Dear colleague,

Your solenoid pulse, 20 to 100 mT in 1 µs, does not conserve the magnetic moment of a proton well. For a smooth model ramp an orbit centred on the axis gains 9 per cent in $\mu$, and an orbit 30 mm off axis can end anywhere between almost nothing and five times its starting value. The breaking is exponentially small only for slower and very smooth ramps. Here is the reasoning.

## Reduction to an oscillator

Take a uniform field $B(t)\hat z$ inside a long axisymmetric solenoid, charge $q>0$, mass $m$, non-relativistic motion, and $\xi=x+iy$ measured from the axis. Faraday's law gives $E_\phi=-\varrho\dot B/2$ at radius $\varrho$. With $\omega_c=qB/m$ and $\Omega=\omega_c/2$,

$$\ddot\xi=-2i\Omega\dot\xi-i\dot\Omega\,\xi .$$

Putting $\xi=w\,e^{-i\theta}$ with $\dot\theta=\Omega$ removes both terms on the right and leaves

$$\ddot w+\Omega^2(t)\,w=0 .$$

In a constant field $w=a\,e^{i\Omega t}+b\,e^{-i\Omega t}$. In the laboratory $|a|$ is the distance of the guiding centre from the axis and $|b|$ is the Larmor radius. The speed is $2\Omega|b|$, so $\mu=mv_\perp^2/2B=q\Omega|b|^2$. The Wronskian $\mathrm{Im}(w^*\dot w)=\Omega(|a|^2-|b|^2)$, the canonical angular momentum divided by $m$, is conserved exactly.

A ramp from $\Omega_1$ to $\Omega_2$ maps $e^{-i\Omega_1t}/\sqrt{\Omega_1}$ to $(\alpha e^{-i\Omega_2t}+\beta e^{i\Omega_2t})/\sqrt{\Omega_2}$, with $|\alpha|^2-|\beta|^2=1$. The equation is real, so the complex conjugate gives the fate of the other solution. Define $R=|\beta/\alpha|^2$ and the initial ratio $s=|a|/|b|$. The final gyration amplitude is proportional to $\alpha b+\beta^*a$, hence

$$\frac{\mu_f}{\mu_i}=\frac{1+Rs^2+2\sqrt R\,s\cos\varphi}{1-R},$$

where $\varphi$ is the initial gyrophase up to a constant. For $s=0$ this is $1/(1-R)$.

## Dimensional analysis

The inputs are $q/m$, $B_1$, $B_2$, a ramp time $\tau$, two lengths $|a|,|b|$ and a phase. The equation is linear, so the overall length scale drops out. Charge and mass enter only through $\Omega$. Four numbers remain: the contrast $r=B_2/B_1$, the slowness $x_1=\pi\tau\Omega_1$ (with $x_2=rx_1$), $s$ and $\varphi$. The mixing $R$ depends on $r$, $x_1$ and the ramp shape alone, and not on the ion energy.

## The solvable ramp

Let $B^2$, not $B$, follow a hyperbolic tangent:

$$\Omega^2=\tfrac12(\Omega_1^2+\Omega_2^2)+\tfrac12(\Omega_2^2-\Omega_1^2)\tanh(t/\tau).$$

With $y=e^{2t/\tau}$ and $k_j=\tau\Omega_j/2$, the solution that starts as $e^{-i\Omega_1t}$ is

$$w=y^{-ik_1}\,{}_2F_1\big(i(k_2-k_1),-i(k_1+k_2);1-2ik_1;-y\big).$$

The large-$y$ connection formula gives

$$\frac\beta\alpha=\frac{\Gamma(2ik_2)\,\Gamma(-i(k_1+k_2))\,\Gamma(1-i(k_1+k_2))}{\Gamma(-2ik_2)\,\Gamma(i(k_2-k_1))\,\Gamma(1+i(k_2-k_1))},$$

and $|\Gamma(i\kappa)\Gamma(1+i\kappa)|=\pi/|\sinh\pi\kappa|$ for real $\kappa$ turns this into

$$R=\frac{\sinh^2[(x_2-x_1)/2]}{\sinh^2[(x_2+x_1)/2]}=e^{-2x_1}\left[\frac{1-e^{-(x_2-x_1)}}{1-e^{-(x_1+x_2)}}\right]^2,\qquad 1-R=\frac{\sinh x_1\sinh x_2}{\sinh^2[(x_1+x_2)/2]}.$$

$R$ is symmetric in the two fields, so a ramp down breaks $\mu$ by the same factor. Below I take $r>1$, so that index 1 marks the weaker field.

## Regimes in the ramp time

**Sudden, $x_2\ll1$.** Expanding the hyperbolic sines,

$$R\simeq R_0\Big(1-\frac{x_1x_2}{3}\Big),\quad R_0=\Big(\frac{r-1}{r+1}\Big)^2,\qquad \frac{\mu_f}{\mu_i}\Big|_{s=0}\simeq\frac{(1+r)^2}{4r}\Big[1-\frac{(x_2-x_1)^2}{12}\Big].$$

For $r=5$, $R_0=4/9$ and the moment grows by 1.8, the energy by 9. You can see this directly. The induced field kicks the ion by $(\Omega_2-\Omega_1)|b|$ along its velocity $2\Omega_1|b|$, and that triples the speed.

**Adiabatic, $x_1\gg1$ and $x_2-x_1\gg1$.**

$$R\simeq e^{-2x_1}\big[1-2e^{-(x_2-x_1)}+2e^{-(x_1+x_2)}\big],\qquad e^{-2x_1}=e^{-2\pi\tau\Omega_1}=e^{-\pi\tau\omega_{c1}} .$$

This vanishes faster than any power of $1/\tau$, so no finite order of adiabatic perturbation theory shows it. The exponent comes from complex time. $\Omega^2$ vanishes at $t_0=i\pi\tau/2-\tau\ln r$, and $R\approx\exp(-4\,\mathrm{Im}\int^{t_0}\Omega\,dt)$ with the integral starting on the real axis. Climb to the line $\mathrm{Im}\,t=\pi\tau/2$ in the far past, where $\Omega=\Omega_1$. Along that line $\Omega$ is real up to $t_0$, so the imaginary part is $\pi\tau\Omega_1/2$. Only the weak field counts.

**Intermediate, $x_1\ll1\ll x_2$.** Once $x_2$ is large, $R\to e^{-2x_1}$ for any $x_1$, and for $s=0$

$$\frac{\mu_f}{\mu_i}\simeq\frac1{2x_1}+\frac12 .$$

The leading term gives $\mu_f=q|b|^2/2\pi\tau$, independent of both fields. The ion hardly moves before the rising field captures it. This regime meets the sudden plateau $r/4$ at $x_2\approx2$ and the adiabatic regime at $x_1\approx1/2$. It needs $r\gg4$. At $r=5$ the window runs from $x_1=0.4$ to 0.5, so you will not resolve it.

## Regimes in the contrast

For $r=1+\delta$ with $\delta\ll1$ and $\delta x_1\ll1$, $R\simeq\delta^2x_1^2/(4\sinh^2x_1)$. At large $x_1$ this is $\delta^2x_1^2e^{-2x_1}$, with the same exponent and a small prefactor, which saturates at one when $x_2-x_1$ passes about 1. For $r\to\infty$ at fixed $x_1$, $\mu_f/\mu_i\to1/(1-e^{-2x_1})$, approached with corrections $e^{-(x_2-x_1)}$. Raising the final field then changes the energy but no longer the breaking of $\mu$.

## Numbers for your pulse

For H$^+$, $\Omega_1=9.579\times10^5$ s$^{-1}$ and $\Omega_2=4.789\times10^6$ s$^{-1}$. The gyroperiods are 3.28 µs and 0.656 µs. I read "1 µs" as the 10 to 90 per cent rise time $t_r$ of $B$, from 28 to 92 mT. These levels are fractions $f=0.04$ and 0.84 of the step in $B^2$. Since $t=(\tau/2)\ln[f/(1-f)]$, $t_r=(\tau/2)\ln126=2.418\,\tau$ and $\tau=0.4135$ µs. Then $\tau\Omega_1=0.396$ and $x_1=1.244$. All numbers below belong to this model ramp.

| $t_r$ (µs) | $x_1$ | $R$ | $e^{-2x_1}$ | $\mu_f/\mu_i$, $s=0$ |
|---|---|---|---|---|
| 0.1 | 0.124 | 0.433 | 0.780 | 1.764 |
| 0.3 | 0.373 | 0.357 | 0.474 | 1.555 |
| 1 | 1.244 | 0.0820 | 0.0830 | 1.089 |
| 3 | 3.733 | $5.72\times10^{-4}$ | $5.72\times10^{-4}$ | 1.00057 |
| 10 | 12.44 | $1.6\times10^{-11}$ | $1.6\times10^{-11}$ | $1+1.6\times10^{-11}$ |

At 1 µs the bare exponential is already close to $R$, because the bracket of the adiabatic expansion is 0.987. The exponential form is accurate there, but it is not small.

The crossovers for $r=5$ are these. The sudden value holds to 1 per cent below $t_r\approx0.07$ µs. The plateau $R_0$ and the exponential cross at $x_1=\ln[(r+1)/(r-1)]=0.405$, or $t_r=0.33$ µs, where the full formula gives $R=0.344$. The breaking falls to 1 per cent at $t_r=1.85$ µs, and each further decade costs 0.93 µs.

The local measure $\dot\Omega/\Omega^2$ peaks at $0.356/\tau\Omega_1=0.90$, and it does so at 32 mT. The foot of your pulse matters, not its steepest part.

A proton with 1 eV of perpendicular energy ($1.16\times10^4$ K) moves at $1.384\times10^4$ m/s on a radius of $7.22\times10^6$ nm (7.22 mm). Centred on the axis it ends with 5.45 eV against the adiabatic 5 eV, on a radius of $3.37\times10^6$ nm. Its guiding centre has left the axis by $\sqrt R=0.286$ of that radius. The Landau spacing $\hbar\omega_c$ at 100 mT is $6.3\times10^{-9}$ eV, so the motion is classical.

## Mass scaling

Since $x_1\propto q/m$, the same pulse sorts the species of a processing discharge. With approximate masses of 3.02 u for H$_3^+$, 28.0 u for N$_2^+$ and 63.5 u for the Cu$^+$ of ionised sputtering:

| ion | $x_1$ | $\mu_f/\mu_i$, $s=0$ |
|---|---|---|
| H$^+$ | 1.244 | 1.089 |
| H$_3^+$ | 0.415 | 1.515 |
| N$_2^+$ | 0.0448 | 1.795 |
| Cu$^+$ | 0.0197 | 1.799 |

The heavy ions see a sudden jump, and Cu$^+$ would need $t_r\approx117$ µs for 1 per cent. Electrons have $x_1=2.28\times10^3$, so for them the exponential is irrelevant beside every other effect.

## Regimes in the starting radius

The axis-centred orbit is the special case in which the term linear in $\sqrt R$ is absent. Averaged over gyrophase,

$$\frac{\langle\mu_f\rangle}{\mu_i}-1=\frac{R(1+s^2)}{1-R},$$

so the off-axis part takes over at $s=1$. The phase-dependent amplitude $2\sqrt R\,s/(1-R)$ exceeds this mean excess for $s$ between $(1-\sqrt{1-R})/\sqrt R$ and $(1+\sqrt{1-R})/\sqrt R$, roughly $\sqrt R/2$ and $2/\sqrt R$. At 1 µs the bounds are 0.146 and 6.84. In that band single ions scatter with the halved exponent $e^{-\pi\tau\Omega_1}$, and the ramp mainly broadens the distribution of $\mu$.

For $s\gg1/\sqrt R$ the initial gyration is forgotten. An ion at rest at radius $|a|$ ends with

$$W_f=2m\Omega_1\Omega_2|a|^2\,\frac{R}{1-R}.$$

With $R/(1-R)=0.0893$ this is 0.86 eV at $10^7$ nm (10 mm) and 7.7 eV at $3\times10^7$ nm (30 mm). A 1 eV proton whose guiding centre starts at 30 mm has $s=4.15$. Its ratio $\mu_f/\mu_i$ averages 2.63 and ranges from 0.04 to 5.22. An uncollimated source would show you this and not the 9 per cent.

## What can spoil the exponential

**Ramp time and shape.** At your pulse $d\ln R/d\ln\tau\approx-2x_1=-2.5$. If the microsecond is the 10 to 90 per cent time of $B^2$, then $\tau=t_r/\ln9=0.455$ µs and the ratio is 1.069.

Shape matters more. Write $w=(\alpha e^{-i\theta}+\beta e^{i\theta})/\sqrt\Omega$ with $\dot w=-i\sqrt\Omega(\alpha e^{-i\theta}-\beta e^{i\theta})$. Then $\dot\beta=(\dot\Omega/2\Omega)\,\alpha\,e^{-2i\theta}$ exactly. Set $\alpha\approx1$ and integrate by parts. A jump $\Delta\dot\Omega$ in slope, sharp compared with $1/2\Omega$, leaves $|\beta|\approx|\Delta\dot\Omega|/4\Omega^2$, a power law in the ramp time.

A ramp linear in $B$ of full length $T=1.25\,t_r$ is also solvable. With $\gamma=\dot\Omega$ and $u=\Omega/\sqrt\gamma$ the equation is $w''+u^2w=0$, solved by $\sqrt u\,J_{\pm1/4}(u^2/2)$. Matching $w$ and $\dot w$ at both corners gives $R=0.122$ and $\mu_f/\mu_i=1.139$ at $t_r=1$ µs. The shape thus moves the excess from 9 to 14 per cent. At $t_r=10$ µs the lower corner gives $R\approx[(r-1)/4\Omega_1T]^2=0.007$. That estimate is good only within a factor of two, since $\dot\Omega/\Omega_1^2=0.33$ there, but it stands against $1.6\times10^{-11}$ for the smooth ramp. On the smooth 10 µs ramp a corner at the foot wins once $\Delta\dot B>4\Omega_1B_1e^{-x_1}=0.30$ T/s, which is $4.7\times10^{-5}$ of the mean slope of 6400 T/s. A switched supply starts with such a corner. Record $B(t)$ inside the vessel, after the wall eddy currents have shaped it, and integrate the oscillator equation with that trace.

**Space charge.** A uniform column of ions of density $n$ replaces $\Omega^2$ by $\Omega^2-\omega_p^2/2$, with $\omega_p^2=nq^2/\varepsilon_0m$. Confinement ends at the Brillouin density $n_B=\varepsilon_0B_1^2/2m=1.06\times10^6$ cm$^{-3}$. Keeping only the shift of the initial frequency, $\delta\ln R\approx x_1n/n_B$, or 0.12 at $n=0.1\,n_B$. A typical processing density of $10^{10}$ cm$^{-3}$ is $9.4\times10^3$ times $n_B$. Such a plasma is quasi-neutral, electrostatic fields tie the ions to the adiabatic electrons, and the single-particle equation does not apply. The result describes a very dilute beam or test ions in vacuum.

**Collisions.** Assume H$_2$ at 0.1 Pa and 300 K, $n_g=2.41\times10^{19}$ m$^{-3}$, and an illustrative momentum-transfer cross section of 10 Å$^2$. A 1 eV proton then collides at $3.3\times10^4$ s$^{-1}$, with probability 0.10 in a 3 µs observation window. Each collision changes $\mu$ by order one, so this rivals the 9 per cent. At 0.01 Pa it drops to 0.010.

**Geometry.** A proton with 1 eV of parallel energy travels $1.38\times10^7$ nm along the axis per microsecond, and the field must be uniform over a few such lengths. Retardation enters as the square of $|a|/c\tau=2.4\times10^{-4}$ at 30 mm and is negligible.

To see the exponential itself, scan $t_r$ between about 0.5 and 2 µs with a rounded foot, inject on axis-centred orbits below 0.01 Pa and far below $n_B$, and measure the final guiding-centre offset. That offset, in units of the final Larmor radius, is $\sqrt R$. For the model ramp its logarithm falls with slope $-\pi\Omega_1$ against $\tau$, and it is 0.286 at 1 µs, where the change in $\mu$ is only 0.089.